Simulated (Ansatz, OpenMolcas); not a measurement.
## How methods differ on GeNH3Cl (SMILES [NH2][GeH][Cl])

GeNH3Cl: 6 atoms, total charge 0, spin state doublet. SMILES: `[NH2][GeH][Cl]`. The coordinates come from a PBE0-D4/def2-TZVP relaxation. This is one conformer, not always the lowest.

```xyz
6

N    -0.4463    0.3179   -0.7883
Ge    0.0754   -0.1510    0.9081
Cl    1.2430   -1.9569    0.6233
H    -0.9845    1.1712   -0.8614
H    -0.8887   -0.4143   -1.3272
H     1.0432    0.9691    1.3993
```

Each level gives the energy change with the N1–H5 bond stretched from 1.011 to 1.314 Å (eV). The values are calculated.

```tsv
level	kind	program	value (eV)	CPU time (all runs)
USVWN5/cc-pVDZ	LDA	Ansatz	0.98	12 s
U-revPBE/cc-pVDZ	GGA	Ansatz	0.98	20 s
UM06-L/cc-pVDZ	meta-GGA	OpenMolcas	1.11	2.1 min
UPBE0/cc-pVDZ	global hybrid	OpenMolcas	1.12	97 s
U-wB97M-V/cc-pVDZ	range-separated hybrid	Ansatz	1.11	3.5 min
UCAM-B3LYP/cc-pVDZ	range-separated hybrid	Ansatz	1.11	30 s
UB2PLYP/cc-pVDZ	double hybrid	Ansatz	1.09	30 s
RPA@PBE0/cc-pVDZ	RPA	Ansatz	1.06	35 s
UMP2/cc-pVDZ	perturbation theory	Ansatz	1.12	9.5 s
UBCCD(T)/cc-pVDZ	coupled cluster or CI	Ansatz	1.07	94 s
```

All-electron rows without a relativistic Hamiltonian named are non-relativistic. The first shape isn't each level's own minimum. The values span 0.98 to 1.12 eV. In the correlated wave-function rows the outer d shell of Ge is correlated, in sets not made for it. Times are those of the runs behind each value, whatever else they computed, on shared processors of several kinds: orders of magnitude only.

Stretching the N–H bond costs about the same at most levels, with LDA and the GGA together at the low end, at 0.98 eV. Coupled cluster gives 1.07 eV; RPA lies closest to it, while the hybrids and MP2 lie somewhat higher. Exact exchange alone doesn't account for the split, since M06-L has none and still gives 1.11 eV. The low LDA and GGA values probably reflect their usual preference for longer, softer X–H bonds, which puts the starting geometry on the compressed side of their minima.

The sizeable cost itself is that of weakening a strong, polar σ bond. In a germyl-type radical the unpaired electron is expected mainly on germanium, next to the breaking bond. Full loss of this hydrogen could therefore let that electron pair with the one left on nitrogen, forming a Ge–N π bond. The stretch stops well short of that limit, so the ordering of methods here needn't carry over to the N–H dissociation energy or to a barrier for hydrogen loss.
